# The Smith–Gilbert combination rule from atomic distortion

**Student:** I have repulsive walls for Li₂ and Cs₂ in their lowest triplet states, and I want the wall for Li···Cs. I would take the geometric mean $\sqrt{V_{AA}(R)V_{BB}(R)}$ and go home. Why do anything else?

**Lecturer:** Because that recipe reads both curves at the same $R$. At 4 Å two lithium atoms have barely met, while two caesium atoms are squeezed hard. In Li···Cs at 4 Å neither atom is in the condition it has in its own dimer at 4 Å. The distortion model asks at which distance in its own dimer each atom is squeezed as it is in the mixed pair.

## Premises

**Lecturer:** Energies are in cm⁻¹, lengths in Å. $V$ is the repulsive part of the interaction only, zero for separated atoms, and a prime is a derivative with respect to the argument. There are four premises.

1. The repulsion is a sum of two atomic distortion energies, $U_A+U_B$.
2. A plane normal to the axis divides the atoms. $U_A$ depends only on the distance $r_A$ from nucleus A to the plane, whatever atom lies beyond it. Clearly $r_A+r_B=R$.
3. The plane sits where the total energy is least.
4. The homonuclear repulsions are positive, decreasing and strictly convex: $V>0$, $V'<0$, $V''>0$.

**Student:** Alkali atoms are open-shell. They bond. Where is the distortion?

**Lecturer:** In the singlet they bond, and the rule has nothing to say. In the triplet, $a\,^3\Sigma^+$ for LiCs and $a\,^3\Sigma_u^+$ for the homonuclear dimers, the two valence spins are parallel, and the Pauli principle acts between them as between closed shells. Put one electron in a real normalised orbital $a$ on one atom and one of the same spin in $b$ on the other, with overlap $S>0$. The density of a single determinant of non-orthogonal orbitals contains the inverse of the overlap matrix:

$$n=\frac{a^2+b^2-2S\,ab}{1-S^2}.$$

On the midplane of a homonuclear pair $a=b$, so $n=2a^2(1-S)/(1-S^2)=2a^2/(1+S)$, below the sum $2a^2$ of the free densities. Antisymmetry pushes charge out of the middle, each atom is deformed, and the deformation costs energy.

**Student:** But $2a^2/(1+S)$ is not zero. There is no wall there.

**Lecturer:** Correct. The formula motivates premises 1 and 2 and does not prove them. They are a model. What follows from them, though, follows strictly.

## The general rule

**Lecturer:** First we find $U_A$. In A···A at distance $x$ take the plane in the middle, as symmetry suggests. Each atom has $r=x/2$ and carries half the energy, so $V_{AA}(x)=2U_A(x/2)$, that is

$$U_A(r)=\tfrac12V_{AA}(2r).$$

By premise 2 this same function serves in the mixed pair. With $r_B=R-r_A$ the trial energy is

$$E(r_A;R)=\tfrac12\left[V_{AA}(2r_A)+V_{BB}(2R-2r_A)\right],\tag{1}$$

and premise 3 says $V_{AB}(R)=\min_{r_A}E$. Differentiate. Each factor 2 from the chain rule cancels a factor ½:

$$\frac{\partial E}{\partial r_A}=V_{AA}'(2r_A)-V_{BB}'(2r_B)=0.$$

Call $-V'$ the repulsive force. The condition reads

$$-V_{AA}'(2r_A)=-V_{BB}'(2r_B)\equiv f.\tag{2}$$

The two atoms push on the plane equally hard.

**Student:** Stationary is not minimal.

**Lecturer:** Differentiate again: $\partial^2E/\partial r_A^2=2[V_{AA}''(2r_A)+V_{BB}''(2r_B)]$, positive everywhere by premise 4. So $E$ is strictly convex in $r_A$, and a stationary point, if there is one between the nuclei, is the unique minimum. This also settles the step I took on symmetry. For $A=B$, (2) says $V'(2r_A)=V'(2r_B)$, and $V'$ is strictly increasing, so $r_A=r_B=R/2$ and (1) returns $V_{AA}(R)$. The rule reproduces its inputs.

**Student:** Is $f$ only a bookkeeping quantity?

**Lecturer:** It is the force between A and B. Along the minimum,

$$\frac{dV_{AB}}{dR}=\frac{\partial E}{\partial r_A}\frac{dr_A}{dR}+\frac{\partial E}{\partial R}=0+V_{BB}'(2r_B)=-f.\tag{3}$$

Let $x_A(f)$ be the distance at which the A···A pair repels with force $f$; it is single-valued because $V'$ is monotonic. Equation (2) says $2r_A=x_A(f)$ and $2r_B=x_B(f)$, so

$$R(f)=\tfrac12\left[x_A(f)+x_B(f)\right].\tag{4}$$

That is the rule in one sentence: at equal force, the mixed distance is the mean of the homonuclear distances, and by (1) the mixed energy is the mean of the homonuclear energies at those distances. Differentiate (4) with respect to $f$ and use $df/dR=-V_{AB}''$ from (3), and likewise $df/dx_A=-V_{AA}''$:

$$\frac1{V_{AB}''(R)}=\frac12\left[\frac1{V_{AA}''(2r_A)}+\frac1{V_{BB}''(2r_B)}\right].$$

Compliances add, as for springs in series.

**Student:** You minimised an energy. Do I get a variational bound on the real wall?

**Lecturer:** No. Expression (1) is not the expectation value of the Hamiltonian in any wavefunction. The only bound is internal: the choice $r_A=R/2$ is one trial position, so $V_{AB}(R)\le\frac12[V_{AA}(R)+V_{BB}(R)]$.

## Exponential walls

**Lecturer:** Take the Born–Mayer form $V_{AA}(x)=A_Ae^{-x/\rho_A}$, and define the force prefactor $F_A=A_A/\rho_A$; likewise for B. Note that $\rho_A$ is the range of the homonuclear pair potential. The force is $F_Ae^{-x/\rho_A}$, so (2) becomes

$$F_Ae^{-2r_A/\rho_A}=F_Be^{-2r_B/\rho_B}=f.$$

Take logarithms, with all forces in one unit:

$$2r_A=\rho_A(\ln F_A-\ln f),\qquad 2r_B=\rho_B(\ln F_B-\ln f).\tag{5}$$

Add them, set the sum to $2R$, and solve for $\ln f$:

$$\ln f=\frac{\rho_A\ln F_A+\rho_B\ln F_B}{\rho_A+\rho_B}-\frac{2R}{\rho_A+\rho_B}.\tag{6}$$

This is linear in $R$, so the force is again a single exponential, $f=F_{AB}e^{-R/\rho_{AB}}$, with

$$\rho_{AB}=\frac{\rho_A+\rho_B}{2},\qquad 2\rho_{AB}\ln F_{AB}=\rho_A\ln F_A+\rho_B\ln F_B.\tag{7}$$

For an exponential, energy is range times force: $V_{AA}(2r_A)=\rho_Af$ and $V_{BB}(2r_B)=\rho_Bf$. Put these in (1):

$$V_{AB}(R)=\tfrac12(\rho_A+\rho_B)f=\rho_{AB}F_{AB}\,e^{-R/\rho_{AB}}.$$

So $V_{AB}=A_{AB}e^{-R/\rho_{AB}}$ with $A_{AB}=\rho_{AB}F_{AB}$, its slope is $-f$ as (3) demands, and exponentiating (7) gives

$$\left(\frac{A_{AB}}{\rho_{AB}}\right)^{2\rho_{AB}}=\left(\frac{A_A}{\rho_A}\right)^{\rho_A}\left(\frac{A_B}{\rho_B}\right)^{\rho_B}.\tag{8}$$

The softer atom takes the larger share of the energy, in the ratio $\rho_A:\rho_B$ at every $R$.

**Student:** Equation (8) raises a force to the power of a length. That is dimensional nonsense.

**Lecturer:** It is shorthand. Divide (7) by $2\rho_{AB}$: $\ln F_{AB}$ is a weighted mean of $\ln F_A$ and $\ln F_B$ with the pure-number weights $\rho_A/(\rho_A+\rho_B)$ and $\rho_B/(\rho_A+\rho_B)$, which sum to one. A change of length unit leaves the weights alone. A change of force unit adds one constant to all three logarithms, and it cancels because the weights sum to one. To see it cleanly, pick any reference force $f_0$ and define an atomic softness and an atomic radius,

$$b_A=\frac{\rho_A}{2},\qquad a_A=b_A\ln\frac{F_A}{f_0}.$$

By (5), $a_A$ is the distance from nucleus to plane when the force is $f_0$. Subtracting $\ln f_0$ from (6) gives $\ln(f/f_0)=(a_A+a_B-R)/(b_A+b_B)$, and so

$$V_{AB}(R)=f_0\,(b_A+b_B)\exp\left[\frac{a_A+a_B-R}{b_A+b_B}\right].\tag{9}$$

Radii add and softnesses add. Gilbert proposed this additive form in 1968 for closed-shell atoms and ions, and Smith obtained it from the distortion model in 1972. The value of $f_0$ is free: changing it shifts each $a$ in proportion to its $b$ and leaves $V_{AB}$ unchanged.

**Student:** Where is the plane?

**Lecturer:** Insert (6) in (5). Since $\ln F_A-\ln F_{AB}=\frac{\rho_B}{\rho_A+\rho_B}\ln(F_A/F_B)$,

$$r_A=\frac{\rho_AR+\frac12\rho_A\rho_B\ln(F_A/F_B)}{\rho_A+\rho_B}.\tag{10}$$

If $F_B>F_A$, then $r_A>0$ needs $R>\frac12\rho_B\ln(F_B/F_A)$, and $r_B>0$ holds for all $R$. Below that distance the plane would pass behind nucleus A and the picture is void.

**Student:** And how far is all this from my geometric mean?

**Lecturer:** We can write the ratio exactly. Let $\delta=R/2-r_A$, so $2r_A=R-2\delta$ and $2r_B=R+2\delta$. Then $\rho_Af=V_{AA}(R)e^{2\delta/\rho_A}$ and $\rho_Bf=V_{BB}(R)e^{-2\delta/\rho_B}$. Multiply these, take the square root, and use $V_{AB}=\rho_{AB}f$:

$$\frac{V_{AB}(R)}{\sqrt{V_{AA}(R)V_{BB}(R)}}=\frac{\rho_{AB}}{\sqrt{\rho_A\rho_B}}\exp\left[\delta\left(\frac1{\rho_A}-\frac1{\rho_B}\right)\right].\tag{11}$$

For equal ranges the two rules coincide, whatever the prefactors. Otherwise they differ, also in range: the geometric mean averages $1/\rho$ and so has the harmonic mean $2\rho_A\rho_B/(\rho_A+\rho_B)$, never larger than $\rho_{AB}$. If the smaller atom is also the harder one, $\delta>0$ and $\rho_A<\rho_B$, and the distortion rule gives the higher wall.

## Power-law walls

**Student:** Force fields use $C/R^{12}$.

**Lecturer:** Take $V_{AA}=C_A/x^n$ with the same $n$ for both pairs. The force is $nC_A/x^{n+1}$, and (2) gives $C_A/(2r_A)^{n+1}=C_B/(2r_B)^{n+1}$. Hence

$$\frac{r_B}{r_A}=\left(\frac{C_B}{C_A}\right)^{1/(n+1)}\equiv s,\qquad r_A=\frac{R}{1+s}.$$

The plane divides the axis in a fixed ratio and always lies between the nuclei. With $C_B=C_As^{n+1}$ and $r_B=sr_A$, the second term of (1) is $s$ times the first:

$$V_{AB}=\frac12\frac{C_A}{(2r_A)^n}(1+s)=\frac{C_A(1+s)^{n+1}}{2^{n+1}R^n}.$$

For $n=12$,

$$C_{AB}=\frac{C_A\left[1+(C_B/C_A)^{1/13}\right]^{13}}{2^{13}}.\tag{12}$$

**Student:** That looks lopsided in A and B. And why 13?

**Lecturer:** Take the thirteenth root: $C_{AB}^{1/13}=\frac12(C_A^{1/13}+C_B^{1/13})$, which is symmetric. The 13 is there because the force falls as $x^{-13}$, so the distance at fixed force scales as $C^{1/13}$, and (4) averages those distances. Against the geometric mean $\sqrt{C_AC_B}=C_As^{13/2}$ the ratio is $[(1+s)/(2\sqrt s)]^{13}\ge1$. If the two exponents differ, the mixed wall is no longer a pure power, but (1) and (4) still give it point by point with $f$ as parameter.

## Range of validity

**Student:** At long range the exchange repulsion comes from overlapping tails of nearly free atoms. Nothing is squeezed against a plane.

**Lecturer:** Agreed, and a crude estimate shows the rule has the wrong limit there. The valence density of a free atom decays as $e^{-2\kappa r}$ times a power of $r$, with $\kappa=\sqrt{2I}$ in atomic units and $I$ the ionisation energy. Suppose the repulsion follows the overlap of the densities, drop the powers, and integrate along the axis only. With $\Delta=\kappa_A-\kappa_B>0$,

$$\int_0^Re^{-2\kappa_Az}e^{-2\kappa_B(R-z)}dz=e^{-(\kappa_A+\kappa_B)R}\,\frac{\sinh\Delta R}{\Delta}.$$

The homonuclear integrals are $Re^{-2\kappa R}$, with range $1/(2\kappa)$. For $\Delta R\ll1$ the mixed integral is their geometric mean. For $\Delta R\gg1$ it decays as $e^{-2\kappa_BR}$, with the range of the more diffuse atom alone. Neither regime has the arithmetic mean. So the rule belongs to the wall, where overlap is substantial. The conditions are these.

- The state must be repulsive for the Pauli reason in all three pairs: closed shells, or high-spin S-state atoms taken with the high-spin homonuclear curves.
- Only the repulsion is combined. A net curve has $V'>0$ outside its minimum and loses convexity further out, against premise 4, and dispersion is a correlation between the atoms, outside premise 1.
- Charge transfer must be weak, since the homonuclear inputs, having no dipole by symmetry, carry no information on it. The triplet helps: the lowest ion pair, Cs⁺ with Li⁻ in $2s^2$, is a singlet and cannot mix in without spin–orbit coupling.
- The inputs must hold at $2r_A$ and $2r_B$, not at $R$. A single exponential is a local fit; it fails far out, and it fails far in, where cores and nuclei meet.
- A flat plane and a partner-independent $U_A$ are least plausible for atoms of very different size, and Li with Cs is the extreme alkali case. The model holds no estimate of this defect.

## Illustration: the Li···Cs triplet wall

**Lecturer:** We need $A$ and $\rho$ for the two homonuclear triplets. Represent each by a Morse curve,

$$V_M(x)=De^{-(x-R_e)/\rho}-2De^{-(x-R_e)/2\rho},$$

and assume that the first term is the repulsion, so $A=De^{R_e/\rho}$. The curvature at the minimum is $D/\rho^2-D/(2\rho^2)=D/(2\rho^2)$. Setting it equal to $\mu\omega^2$ gives $\hbar\omega=\sqrt{D\,\hbar^2/2\mu}\,/\rho$. In wavenumbers, $\rho=\sqrt{D\beta}/\omega_e$ with $\beta=\hbar^2/(2\mu hc)=16.8576\ \mathrm{cm^{-1}Å^2}/(\mu/\mathrm u)$. The first three columns are approximate typical values, taken as inputs, with atomic masses 7.016 and 132.905 u.

| pair | $D$/cm⁻¹ | $R_e$/Å | $\omega_e$/cm⁻¹ | $\mu$/u | $\beta$/cm⁻¹Å² | $\rho$/Å | $A$/cm⁻¹ | $\ln F$ |
|---|---|---|---|---|---|---|---|---|
| Li₂ | 334 | 4.17 | 65 | 3.508 | 4.805 | 0.616 | $2.91\times10^5$ | 13.065 |
| Cs₂ | 279 | 6.24 | 11.6 | 66.45 | 0.2537 | 0.725 | $1.53\times10^6$ | 14.560 |

$F$ is in cm⁻¹ Å⁻¹. I use the rounded ranges from here on and carry a guard digit or two; the results deserve two figures.

**Student:** Then (7) gives $\rho_{AB}=0.6705$ Å and $\ln F_{AB}=(0.616\times13.065+0.725\times14.560)/1.341=13.873$. So $F_{AB}=1.06\times10^6$ cm⁻¹ Å⁻¹ and $A_{AB}=7.10\times10^5$ cm⁻¹.

**Lecturer:** Good. A tidier form exists. Since $\rho\ln F=\rho\ln(D/\rho)+R_e$ for each pair, the two $R_e$ simply average, to 5.205 Å, and the values of $D/\rho$ combine by the weighted mean of logarithms:

$$V_{\rm LiCs}(R)=302\ \mathrm{cm^{-1}}\,\exp\left[\frac{5.205\ \text{Å}-R}{0.6705\ \text{Å}}\right].$$

In the language of (9) with $f_0=1000$ cm⁻¹ Å⁻¹, the radii are 1.90 Å for Li and 2.77 Å for Cs. Now take $R=4.0$ Å.

**Student:** The exponent is 1.797, so $V=1.82\times10^3$ cm⁻¹, or 0.23 eV, and $f=V/\rho_{AB}=2.72\times10^3$ cm⁻¹ Å⁻¹. From (10), $r_{\rm Li}=1.589$ Å and $r_{\rm Cs}=2.411$ Å. The plane would reach the Li nucleus only at $R=0.54$ Å, so that limit is far off. The shares $\frac12\rho f$ are 837 cm⁻¹ on Li and 985 cm⁻¹ on Cs.

**Lecturer:** Notice where the inputs are being read: Li₂ at 3.18 Å and Cs₂ at 4.82 Å. At 4.0 Å itself the homonuclear repulsions are 440 and $6.13\times10^3$ cm⁻¹. Their arithmetic mean, the plane left in the middle, is $3.28\times10^3$ cm⁻¹, above the minimum as it must be. Their geometric mean is $1.64\times10^3$ cm⁻¹, with range 0.666 Å. In (11), $\delta=0.411$ Å, the first factor is 1.003 and the exponential is 1.106, together 1.109. Nearly all the difference comes from the displacement of the plane.

**Student:** And a twelfth power?

**Lecturer:** It does not describe these walls. The local exponent $-d\ln V/d\ln x=x/\rho$ is 5.2 for Li₂ and 6.7 for Cs₂ at those distances. If you forced $C=DR_e^{12}$ anyway, you would get $s=1.43$, and (12) would lie a factor 1.23 above the geometric mean.

**Student:** So the two rules differ by 11 per cent for the exponentials. Can these inputs tell them apart?

**Lecturer:** No. Shorten both ranges by a tenth at fixed $D$ and $R_e$. The prefactor 302 is unchanged, because $\rho_{AB}$ and both $D/\rho$ scale oppositely and the weights stay put, while the exponent grows from 1.797 to 1.997. That raises $V$ by a factor 1.22. Ranges drawn from the curvature at the minimum and used more than an ångström inside it can easily be off by that much. They are effective ranges, too: approximate ionisation energies of 5.39 and 3.89 eV give bare tail ranges $1/(2\kappa)$ of 0.42 and 0.49 Å. These are shorter, and the growing power-law prefactors that we dropped are one reason why the local range on the wall is longer.

**Student:** Then the attraction we left out. How large is it at 4 Å?

**Lecturer:** Comparable with the thing we computed, or larger. Here are two estimates, and they disagree. The attractive Morse term equals $2\sqrt{DV_{\rm rep}}$, with $V_{\rm rep}$ the first term. Half of it for each dimer, read at $2r_{\rm Li}$ and $2r_{\rm Cs}$ where $V_{\rm rep}=\rho f$, gives $748+741$, or $1.49\times10^3$ cm⁻¹, which is 82 per cent of the repulsion. Alternatively take a typical $C_6\approx3100$ atomic units for Li···Cs. At $R=7.559$ bohr, $C_6/R^6=3.65\times10^3$ cm⁻¹. Tang–Toennies damping multiplies this by $f_6(y)=1-e^{-y}\sum_{k=0}^{6}y^k/k!$ with $y=R/\rho_{AB}=5.966$, so $f_6=0.388$, leaving $1.42\times10^3$ cm⁻¹. The higher terms are not small at this distance. Take typical $C_8\approx3\times10^5$ and $C_{10}\approx4\times10^7$ atomic units. The same damping, with the sum running to 8 and to 10, gives $f_8=0.149$ and $f_{10}=0.041$, and the two terms add $0.92\times10^3$ and $0.59\times10^3$ cm⁻¹, for a total of $2.93\times10^3$ cm⁻¹. The net energy of the model is then $+0.3\times10^3$ cm⁻¹ with the Morse attraction and $-1.1\times10^3$ cm⁻¹ with the damped dispersion. Stopping at $C_6$ would give $+0.4\times10^3$ cm⁻¹, close to the Morse value only through the truncation. Each net value is a difference of two large terms, and the uncertainty of about a fifth in the repulsion is already as big as the Morse remainder. Neither the size nor the sign of the net energy is fixed. The split is what matters: the first Morse term is the repulsion only relative to the second Morse term, and it cannot be paired with an attraction taken from elsewhere.

**Student:** What do I write down?

**Lecturer:** That the model's repulsion for triplet Li···Cs has a range near 0.67 Å and is about $1.8\times10^3$ cm⁻¹ at 4.0 Å, on assumed Morse inputs and an assumed split into repulsion and attraction. Do not read it as the height of the real curve. As typical knowledge, the LiCs triplet curve crosses zero somewhere near 4.3 to 4.4 Å and stands only some hundreds of cm⁻¹ high at 4.0 Å, so this repulsion lies above the net wall there by a factor of several. It is consistent only with the Morse attraction. A repulsion meant to go with the damped dispersion must exceed $2.93\times10^3$ cm⁻¹ at 4.0 Å for the curve to be positive, so for that purpose the model's value is too low by a factor of 1.6 or more. One would then have to define the homonuclear repulsions by removing damped dispersion from the dimer curves, and combine those.